An atom inside a body-centred cubic crystal has eight nearest neighbours, four in the plane above and four in the plane below. Cutting the crystal along (100) takes four of the eight from each atom of the outermost plane. The next plane keeps all eight and loses only one of its six second-nearest neighbours, the one straight above it and two planes away. The third plane keeps its full set of both kinds. By this count the disturbance should start mostly in the outermost gap, and changes further in should be largely handed on from there. The forces will show how far this holds.

Ansatz 0.2.0, PBE with PAW plane waves (420 eV cutoff), scalar-relativistic, without spin polarization. Seven-plane bcc W(100) slab, 1×1 surface cell, 15 Å vacuum, all atoms relaxed; 11×11×1 k mesh, Gaussian smearing of 0.1 eV, dipole correction. Planes are numbered from the bottom; spacing changes are relative to the relaxed bulk.

```
row  relaxed plane number  relaxed plane spacing to next (Å)  relaxed plane spacing change (Å)
  1                     1                              1.415                            -0.177
  2                     2                              1.626                             0.035
  3                     3                              1.577                            -0.015
  4                     4                              1.577                            -0.015
  5                     5                              1.626                             0.035
  6                     6                              1.415                            -0.177
  7                     7                                n/a                               n/a
```

The planes are numbered from the bottom face upward, so rows 1, 2 and 3 lead from one surface towards the middle. Rows 6, 5 and 4 repeat them from the other surface, and row 7 closes the stack. The changes are counted from the plane spacing of the relaxed bulk crystal, 1.592 Å.

**Rows 1 and 6: the outermost gap closes**

The outermost gap shrinks by 0.177 Å, or 11%. A chemical explanation starts from the limit of a single neighbour: in the diatomic molecule of tungsten, the bond is much shorter than in the solid, because the bonding electrons need not be shared among many contacts. A surface atom with half its nearest neighbours has gone part of the way towards that limit. Its remaining bonds strengthen and draw it inward.

The forces in the slab before it relaxes agree with this picture. The outermost plane is pulled inward with 1.79 eV/Å and the second plane outward with 1.69 eV/Å, while the third feels almost nothing. Two nearly equal and opposite forces act like an attraction between the first two planes. That it comes from strengthened bonds is the chemical argument; the forces show only where the pull acts.

A change of 11% sounds violent for so stiff a metal, but the bonds across the gap are slanted. With h for the bulk plane spacing and s for the actual one, the geometry of the cell gives

bond length = √(s² + 2h²)

With s = h this is 2.757 Å, and with s = 1.415 Å it is 2.659 Å. The bonds therefore shorten by less than 4%, and the gap magnifies this about threefold because the sideways part of each bond is held fixed.

**Rows 2 and 5: the second gap opens**

The second gap widens by 0.035 Å, against the direction of the first. The outward force on plane 2 starts this opening, but it does not settle where the gap ends. If the two outer planes are taken as one block, the forces on them add up to a weak pull of 0.11 eV/Å towards the interior, which would close the second gap slightly. Whether the gap ends up wider or narrower therefore depends on how the planes are coupled.

Two limiting cases show how. Suppose first that each plane is tied by springs only to the planes next to it. Each gap then answers its own pull and takes no notice of the others, so the second gap shrinks. Suppose instead that a rigid rod joins planes 1 and 3. Whatever the first gap loses, the second must then gain.

The real crystal lies between these limits. In this lattice an atom has another one straight above it, two planes away and only about 15% farther off than its nearest neighbours. When the outermost plane moves in, it also comes closer to the third plane. In the spring picture, this approach meets resistance. Part of the closing of the outer gap is therefore done by plane 2 moving outward to meet plane 1, and this opens the second gap. It recovers about a fifth of what the first gap has lost.

The argument can be written as a balance of forces. Let d₁, d₂ and d₃ be the changes of the first three gaps, and p₂ the initial pull that would close the second. Let k₁ be the spring constant between adjacent planes and k₂ that between planes two apart. The second gap is spanned by one spring of the first kind and two of the second, so that

k₁d₂ + k₂(d₁ + 2d₂ + d₃) = −p₂

The large negative d₁ inside the bracket is what makes d₂ positive. The balances of the first and second gaps fix the two constants at k₁ = 7.67 and k₂ = 3.07 eV/Å². The second spring stands for everything that couples planes two apart, not for one particular bond.

**Rows 3 and 4: a small contraction in the middle**

The third gap shrinks by 0.015 Å. Its balance was not used to fix the constants, although d₃ enters the balance of the second gap with a small weight. The fourth gap is the mirror image of the third, so d₄ = d₃, and the balance can be solved for the change:

d₃ = −(p₃ + k₂d₂)/(k₁ + 3k₂)

With p₃ = 0.151 eV/Å this becomes

d₃ = −(0.151 + 3.07 × 0.035)/(7.67 + 3 × 3.07) = −0.015 Å

which agrees with the table. The two terms in the numerator are of similar size: one is the weak pull left over from the cut, the other the answer to the widened second gap.

This agreement does not decide between the two spring models, because springs between adjacent planes alone give the same value for the third gap. A sharper test is to stretch the whole crystal evenly along the surface normal. Its stiffness in that direction, the elastic constant C₁₁, follows from the springs as

C₁₁ = (k₁ + 4k₂)/(4h)

The two-spring model gives about 500 GPa, close to the roughly 520 GPa known for tungsten, while adjacent springs alone give about half of that. Constants obtained from a surface thus describe the bulk metal sensibly, which supports the coupling between planes two apart.

The springs are less exact for the energy. If the forces had faded evenly to zero as the planes moved, the slab would have gained 0.316 eV; the calculation gives 0.352 eV, so the estimate is about 10% too low. A displacement as large as that of the outermost plane goes beyond the range in which force and distance are strictly proportional. The printed output after this text lists the forces, both spring models and these comparisons.

**Why the changes alternate and fade**

Deep inside a thick crystal no direct pull is left, and each gap responds only to its neighbours. The balance then has a solution in which every gap changes by a fixed factor λ times the change of the gap before it:

λ + 1/λ = −(k₁ + 2k₂)/k₂ = −4.5

This gives λ ≈ −0.23. The minus sign makes contraction and expansion alternate, and the small size makes each change about a quarter of the one before.

The limits make the result easy to remember. Without springs between planes two apart, λ is zero and nothing is passed on. If those springs were the only ones, λ would be −1 and the alternation would run on undamped. Tungsten, with k₂ somewhat less than half of k₁, lies nearer to the first limit, which is why only a small part of the disturbance is handed on to the third gap.

Rows 3 and 4 seem to break the alternation, since both gaps shrink. The reason is the mirror plane through the middle of the slab, which forces them to be equal. In a seven-plane slab the two surfaces meet there, and a change as small as 0.015 Å may owe something to that meeting.

For practical use, the first gap is the solid result and the widening of the second its natural consequence, but both belong to a surface kept in its simplest pattern. On cooling, real W(100) shifts its top atoms sideways into a zigzag arrangement, which needs a larger surface cell than this one. Spin-orbit coupling, left out here, matters for an element as heavy as tungsten and could also alter the details. The bulk relaxation that sets the reference spacing used an 18×18×18 k mesh and ran without warnings; a general caution about coarse bulk meshes comes from the data makers' tests on other systems, not from these runs. A second bulk calculation, in a cell and on a mesh matched to the slab, does carry a warning: its mesh lowers the symmetry of the crystal, so the stress is not quite equal in all directions, as it should be in a cubic metal. The effect on the spacing is small. Along the surface normal the stress is only about 0.1 GPa, which at a stiffness near 500 GPa shifts the spacing by less than 0.001 Å. The mesh of the slab itself was not varied, so the smallest change, that of the third gap, remains the least certain. The question left open is what the fourth gap does in a thicker slab: the springs say that, once it is free of the mirror and if no direct pull is left on it, it should tend to widen.

Printed output of the fit:

```
Gaps and forces before relaxation:
  row  change of gap in percent  force on plane in eV/angstrom  pull closing the gap above in eV/angstrom
    1                    -11.12                          1.793                                      1.793
    2                     2.199                         -1.687                                      0.106
    3                   -0.9424                        0.04527                                     0.1512
    4                   -0.9424                              0                                     0.1512
    5                     2.199                       -0.04527                                      0.106
    6                    -11.12                          1.687                                      1.793
    7                       n/a                         -1.793                                          0
Bulk plane spacing (angstrom): 1.592
Inward shift of plane 1 relative to the centre (angstrom): 0.157
Outward shift of plane 2 relative to the centre (angstrom): 0.02
Change of the distance between planes 1 and 3 (angstrom): -0.142
Adjacent springs only: predicted change of gap 2 (angstrom): -0.01046
Adjacent springs only: predicted change of gap 3 (angstrom): -0.01493
Adjacent springs only: implied C11 (GPa): 254.9
Two springs: constant between adjacent planes (eV/angstrom^2): 7.669
Two springs: constant between planes two apart (eV/angstrom^2): 3.069
Two springs: predicted change of gap 3, not used as a balance (angstrom): -0.01533
Two springs: implied C11 (GPa): 501.9
Two springs: implied C11 over the rough recalled value: 0.9652
Energy gain of the slab if forces fell linearly to zero (eV): 0.3159
Computed energy gain of the slab (eV): 0.352
```
